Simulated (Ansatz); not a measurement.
Al: a vibration from a frozen displacement

These are results of Ansatz 0.2.0, DFT PBEsol+D3(BJ), scalar-relativistic, plane waves, PAW, not measurements. Settings: plane waves to 420 eV, k-mesh 14×14×14 (Γ-centred), Gaussian smearing 0.15 eV. No spin polarisation. Energies are free energies at this smearing, counted from the undisturbed cell; pressure is positive in compression.

The starting cell (relaxed at this level):

```yaml
crystal:
  lattice:
    - [-3.96256, 3.96256, 0.00000]
    - [-3.96256, 0.00000, 3.96256]
    - [0.00000, 3.96256, 3.96256]
  atoms:
    - { symbol: Al, position: [0.00000, 0.00000, 0.00000] }
    - { symbol: Al, position: [0.50000, 0.00000, 0.00000] }
    - { symbol: Al, position: [0.00000, 0.50000, 0.00000] }
    - { symbol: Al, position: [0.00000, 0.00000, 0.50000] }
    - { symbol: Al, position: [0.50000, 0.50000, 0.00000] }
    - { symbol: Al, position: [0.50000, 0.00000, 0.50000] }
    - { symbol: Al, position: [0.00000, 0.50000, 0.50000] }
    - { symbol: Al, position: [0.50000, 0.50000, 0.50000] }
```

Atom 1 (Al) is moved by x along the Cartesian unit vector (1.000, 0.000, 0.000); the cell and all other atoms stay fixed. The cell's volume is 124.44 Å³; the moved atoms weigh 26.982 u together and the others 188.871 u. Some rows repeat others by symmetry and weren't run.

| x (Å) | ΔE (meV/cell) | total force on the moved atoms along the move (eV/Å) | pressure (GPa) |
| --- | --- | --- | --- |
| -0.4500 | 592.57 | 2.7504 | 2.3033 |
| -0.3750 | 405.72 | 2.2367 | 1.6013 |
| -0.3000 | 256.41 | 1.7490 | 1.0251 |
| -0.2250 | 142.74 | 1.2862 | 0.5760 |
| -0.1500 | 62.95 | 0.8446 | 0.2547 |
| -0.0750 | 15.66 | 0.4183 | 0.0618 |
| 0.0000 | 0.00 | 0.0000 | -0.0026 |
| 0.0750 | 15.66 | -0.4183 | 0.0618 |
| 0.1500 | 62.95 | -0.8446 | 0.2547 |
| 0.2250 | 142.74 | -1.2862 | 0.5760 |
| 0.3000 | 256.41 | -1.7490 | 1.0251 |
| 0.3750 | 405.72 | -2.2367 | 1.6013 |
| 0.4500 | 592.57 | -2.7504 | 2.3033 |

Question: What frequency belongs to this motion?

Answer: The force constant is k = −dF/dx = 5.577 eV/Å², from the parabola through x = -0.0750, 0 and 0.0750. In every cell the moved atoms swing against the rest, so the mass is μ = m₁m₂/(m₁ + m₂) = 23.609 u, and ν̃ = 521.5 cm⁻¹ × √(|k|/μ) = 253 cm⁻¹. The pattern needn't be a normal mode: ν̃² is then a weighted mean of the squared nonzero frequencies at the zone centre of this cell, so it lies between the lowest and the highest of them.

Question: How far does the harmonic law reach?

Answer: At x = -0.450 Å, kx²/2 = 564.71 meV against the computed 592.57 meV (+4.9 %): the well is still close to harmonic there.

Question: The pressure changes with x². What does that say about the frequency under compression?

Answer: With E = k(V)x²/2, k ∝ V^(−2γ) and x scaling with the cell as V^(1/3), P − P0 = −∂E/∂V = (2γ − 2/3) ΔE/V. At x = 0.1500 Å, V(P − P0) = 124.44 × 0.25727 / 160.2 eV = 199.82 meV and ΔE = 62.95 meV, so γ = 1/3 + V(P − P0)/(2ΔE) = 1.92. This is the Grüneisen parameter of the motion under uniform scaling of the cell: shrinking the cell evenly by 1 % in volume raises the frequency by about 1.92 %.

In a metal these slopes depend on the k mesh and the smearing.

Cost: 7 runs of about 2.1 core-minutes in all, on Intel Xeon 6975P-C (Granite Rapids) (shared hosts).

The restoring force grows slightly faster than the displacement throughout the scan, so the well hardens. Inversion symmetry at the fcc site removes the cubic term, leaving a positive quartic one. The probable origin is the steep short-range repulsion between ions screened by the nearly free electrons: the neighbours being approached push back more than the receding ones relax. The same curvature makes the pressure rise with displacement and gives the positive Grüneisen parameter of 1.92, which is of the size expected for aluminium.

The relaxed cell is clearly smaller than that of real aluminium. The likely cause is the pairwise dispersion term, which adds attraction to a functional that already binds this metal well and neglects much of the metallic screening. Given the positive Grüneisen parameter, the 253 cm⁻¹ is therefore probably too high for the metal at its true volume.

The motion samples only zone-boundary phonons of the primitive lattice, folded back by the supercell, so neither sound velocities nor a Debye temperature follow from it.
